The naive expectation for a hard ceramic is that it has one stiffness, so that equal changes of volume always take equal changes of pressure. The energy would then be a parabola in volume and the pressure a straight line through zero at the equilibrium volume. Squeezing this cubic form of Si₃N₄ by some percentage would cost as much pressure as stretching it by the same percentage gives tension.

Cubic Si₃N₄ (space group I-43d) in Ansatz 0.2.0: r2SCAN without spin polarization, PAW, 500 eV plane-wave cutoff, 6×6×6 k mesh. The atoms were relaxed at each fixed volume to forces below 0.01 eV/Å. Energies are relative to the elements' standard crystals or gases in the same functional, and positive pressure means compression.

```tsv
volume (relaxed cell) (Å³/atom)	shortest distance (relaxed cell) (Å)	energy over elements (eV/atom)	pressure (GPa)
8.403	1.677	-1.041	43.31
8.690	1.694	-1.107	30.42
8.976	1.710	-1.151	18.96
9.264	1.727	-1.175	8.87
9.694	1.752	-1.181	-4.01
9.836	1.760	-1.176	-7.64
10.123	1.776	-1.157	-14.31
10.505	1.798	-1.113	-21.84
```

The limits show that this harmonic approximation can hold only near equilibrium. With V the volume, V₀ its equilibrium value and B₀ the bulk modulus there, the straight line reads P = B₀(1 − V/V₀). Shrink the crystal to nothing and the line gives only P = B₀, a finite pressure for zero volume. Pull it apart and the tension grows without end, although separated atoms no longer attract each other.

The failure is already visible between neighbouring rows. The volume times the drop in pressure per increase in volume is a local bulk modulus. It is about 380 GPa between the two smallest volumes and about 200 GPa between the two largest, and it falls at every step between. On the straight line this quantity would be B₀V/V₀, so it would rise in proportion to the volume instead of falling.

To size the error, V₀ and B₀ are needed. The row with the lowest energy cannot supply V₀: at 9.694 Å³/atom the pressure is −4.0 GPa, so the crystal is under tension. A least-squares fit of a third-order Birch–Murnaghan curve to all eight energies puts the minimum at 9.55 Å³/atom, with B₀ about 273 GPa. The lowest row lies only about 2 meV/atom above that minimum. Near a minimum the energy changes with the square of the displacement but the pressure changes in proportion to it, which makes pressure the sharper witness.

At the smallest volume the straight line gives 273 GPa × (1 − 8.403/9.553), or about 33 GPa. The calculated pressure is 43.3 GPa, so the line falls short by 24% of the calculated value. This row's energy helped to fix V₀ and B₀, but its pressure did not enter the fit. At the largest volume the line errs the other way and overstates the tension by 25%.

These misses have a pattern that scatter would not produce. The calculated pressure lies above the line on both sides of equilibrium, and doubling the compression from 6% to 12% raises the miss from 2.5 to 10.5 GPa, about fourfold. That is the mark of a missing quadratic term in the pressure. As a working rule for this crystal, the line is wrong by 2% to 2.5% of the pressure for each 1% of volume change. The exception is the row at 9.694 Å³/atom, where the miss is too small to interpret.

A faulty stress calculation could also bend the pressure curve, and self-consistency in these runs was somewhat loose for stresses. The slope of the fitted energy curve provides a check, since it gives the pressure without using the stress. The two agree within 0.3 GPa in every row, far less than the misses at the ends of the series. The curvature therefore belongs to the calculated energy itself.

Part of it is plain geometry. Suppose the bonds were perfect springs, so that the energy is quadratic in length, L = V^(1/3), instead of in volume. Pressure is force per area, and the area shrinks on compression, so even perfect springs give a curved pressure: P = 3B₀(1 − ℓ)/ℓ², with ℓ = L/L₀ and L₀ the equilibrium length. The picture suits this crystal because the shortest distance, the Si–N bond, grows by 7.2% over the series while L grows by 7.7%. The bonds take up nearly all of the strain.

With the same V₀ and B₀, the springs give 37.3 GPa at the smallest volume. This repairs a little under half of the line's error, and the same holds at the largest volume. The rest must come from forces that are not linear in length. Theory supplies the reason: when atoms are pushed together, the Pauli repulsion between their electron clouds rises steeply, and when they are drawn apart, the bonding weakens. Both effects make the crystal stiffer when squeezed and softer when stretched, though the table does not separate them.

A better choice of variable absorbs most of this. The second-order Birch–Murnaghan form takes the energy as quadratic in V^(−2/3), which changes quickly on compression and slowly on expansion, as the real forces do. With the same two constants it misses by 1.9 GPa at the smallest volume and 0.4 GPa at the largest. It stiffens slightly too fast: its bulk modulus rises by 4 GPa per GPa of pressure at equilibrium, whereas the energy fit gives about 3.5.

What fails here is the assumption of constant stiffness. Judging whether r2SCAN itself gives the right stiffness would take a measured or higher-level reference, which the table does not contain.
